Q: I have to supply densities and bulk moduli for metals like these. Will LDA do, or should I run PBEsol?

Elements of the s and p block in the bcc structure, computed with Ansatz 0.2.0 by DFT in LDA (PW92) and PBEsol, using plane waves (420 eV cutoff), scalar-relativistic PAW and no spin polarisation. Fermi-Dirac smearing is 0.1 eV wide. Volumes and bulk moduli come from equation-of-state fits over scaled cells; the k mesh column gives the LDA mesh.

```
element  distinct k-meshes among the runs behind the row   Z  valence electrons    k mesh  volume per atom, LDA (Å³)  volume per atom, PBEsol (Å³)  bulk modulus, LDA (GPa)  bulk modulus, PBEsol (GPa)  bulk modulus pressure derivative, LDA  volume per atom, PBEsol over volume per atom, LDA, less one (%)  bulk modulus, PBEsol over bulk modulus, LDA, less one (%)
     Li                              22x22x22 / 21x21x21   3                  1  22×22×22                      19.00                         20.24                     15.1                        13.7                                   3.36                                                              6.5                                                       -9.0
      P                                         16x16x16  15                  5  16×16×16                      13.58                         13.67                      109                         108                                   3.80                                                              0.7                                                       -1.1
     In                              14x14x14 / 13x13x13  49                  3  14×14×14                      24.78                         25.76                     48.0                        44.6                                   5.42                                                              4.0                                                       -7.1
     Tl                                         13x13x13  81                  3  13×13×13                      27.27                         28.59                     42.7                        36.1                                   5.42                                                              4.9                                                      -15.4
     Pb                                         13x13x13  82                  4  13×13×13                      28.90                         29.88                     51.9                        47.0                                   4.94                                                              3.4                                                       -9.5
```

A: That depends on the metal and on your tolerance. From LDA to PBEsol the volume of lithium grows by 6.5%, that of phosphorus by only 0.7%. If you need the lattice edge to half a percent, the choice matters for every metal here except phosphorus. For the modulus, a tolerance of 20% covers the step in all five rows, whereas one of 5% covers it only in phosphorus.

Q: Why is lithium so sensitive? Does the functional change more there?

A: Mostly, lithium gives way more easily. Think of PBEsol as adding an outward push to the LDA crystal. Lithium and phosphorus feel similar pushes, roughly 0.9 and 0.7 GPa, but phosphorus is seven times stiffer. The push is about twice as strong in indium, thallium and lead as in lithium, yet throughout the table the softer crystal expands more. For a similar metal, I would therefore look at its bulk modulus first.

Q: Where does such a push come from?

A: Theory offers a reason. PBEsol responds to the gradient of the electron density, which LDA ignores, and except where the gradient is weak, this response favours uneven densities. When the atoms move apart, the valence density thins out and, on the whole, becomes more uneven relative to its own size, so expansion is rewarded. Some of the difference may also come from the atomic datasets, which were made for PBE and serve both functionals here.

Q: How did you get the size of the push?

A: Stretch the LDA crystal to the PBEsol volume $V$ and ask how hard it pulls back. PBEsol is at rest there, so its added push must balance that pull. Let $V_0$ be the LDA volume, $B_0$ the LDA bulk modulus and $B'$ its pressure derivative. If the modulus changes linearly with pressure, Murnaghan's equation gives the modulus $B$ and the pull $p$ of the stretched crystal. For lithium, $V/V_0 = 20.24/19.00 \approx 1.065$, and

$$B = B_0\left(\frac{V_0}{V}\right)^{B'} \approx 15.1 \times 0.81 \approx 12.2\ \text{GPa},$$

$$p = \frac{B_0}{B'}\left[1-\left(\frac{V_0}{V}\right)^{B'}\right] \approx \frac{15.1}{3.36}\times 0.19 \approx 0.9\ \text{GPa}.$$

This uses only lithium's own table values. The pressures computed in the LDA runs give nearly the same two results. Since the push is worked out from the expansion, it interprets that expansion and doesn't predict it.

Q: But PBEsol gives lithium 13.7 GPa, not 12.2. What went wrong?

A: I treated the crystal as if it had merely moved along the LDA curve, which would be right for a push that is the same at every volume. The higher PBEsol modulus shows that the push fades as the crystal expands. Squeeze the crystal and the push grows against you; stretch it and the push weakens. Either way the crystal resists the change more, so it is stiffer than LDA at the same volume. The effect is clear in four rows and too small to lean on in phosphorus.

Q: Then why does thallium soften most, when lithium expands most?

A: Partly because its modulus is more sensitive to volume, as its larger $B'$ says. Along the LDA curve, thallium would lose 23% of its modulus and lithium 19%, despite thallium's smaller expansion. The fading push then restores about half of lithium's loss but only a third of thallium's. A push that fades equally fast with volume in both metals would do much the same, because it restores a smaller share of the loss where $B'$ is larger.

Q: Could one fading law cover all the metals?

A: Only roughly. I fitted one common exponent for the fading to all five rows, and it predicts a softening of 12% for indium, where the table has 7%. Like lithium's, indium's two levels ran on slightly different k-meshes, which may account for part of that miss. Assuming that a fixed share of the LDA softening survives works about equally well, so the fit can't decide how the push fades. The output below shows both attempts.

Q: Suppose I have only LDA moduli. Should I recompute them at the PBEsol volume?

A: Not as a general repair. For thallium it helps: the LDA modulus goes from 18% above the PBEsol value to 8% below it. For indium it hurts, turning an excess of 8% into a shortfall of 13%. The larger volume brings in the softening but leaves out the stiffness that comes from the fading push.

Q: So which level would you choose, and what does it cost?

A: PBEsol, relaxed with its own volume and its own modulus. The table shows how far the two levels differ; that LDA usually binds solids too tightly is general experience, and PBEsol, designed for solids near their equilibrium volume, usually corrects much of that. It needs density gradients as well as the density, a modest addition, so both belong to the same class of cost. Neither level includes zero-point or thermal motion here, which usually swells and softens a crystal, so allow for it before you quote a density, above all for light, soft lithium. For thallium and lead, check spin-orbit coupling before you trust a few percent. And relax each element in the structure that you need: of these five, only lithium is bcc under ordinary conditions, so the other rows don't describe the ordinary materials. Phosphorus is the extreme case, a high-lying structure held in its symmetry.

Numerical output:

```
fit of excess on 5 rows: coefficient of fade_term 2.052 +/- 0.3; rms 2.3, worst In -4.68, leave-one-out rms 2.95
fit of modulus_change on 5 rows: coefficient of along 0.5443 +/- 0.063; rms 2.17, worst In -3.22, leave-one-out rms 3.05
Expansion, push and modelled modulus change:
  row  lattice edge change %  push GPa  push from LDA pressures GPa  modulus change with fading push %  modulus change with fixed share %
   Li                   2.13    0.8601                       0.8355                             -7.449                             -10.42
    P                 0.2204     0.711                         0.69                              -1.14                             -1.349
   In                  1.301     1.679                        1.614                             -11.78                             -10.32
   Tl                  1.588     1.781                        1.758                             -14.04                              -12.3
   Pb                  1.118     1.596                        1.564                             -8.879                             -8.267
LDA modulus at the PBEsol volume:
  row  change along LDA curve %  modulus GPa  modulus from LDA pressures GPa  relaxed LDA over PBEsol %  moved LDA over PBEsol %
   Li                    -19.14        12.21                           12.13                      10.22                   -10.87
    P                    -2.479        106.3                           105.5                     0.9259                   -1.576
   In                    -18.96         38.9                           39.55                      7.623                   -12.78
   Tl                     -22.6        33.05                           33.06                      18.28                   -8.451
   Pb                    -15.19        44.02                           44.27                      10.43                   -6.346
LDA bulk modulus, P over Li (ratio): 7.219
outward push, Li over P (ratio): 1.21
volume expansion, Li over P (ratio): 9.286
outward push, Tl over Li (ratio): 2.07
mean distance of relaxed LDA modulus from PBEsol (%): 9.495
mean distance of LDA modulus at PBEsol volume from PBEsol (%): 8.006
```
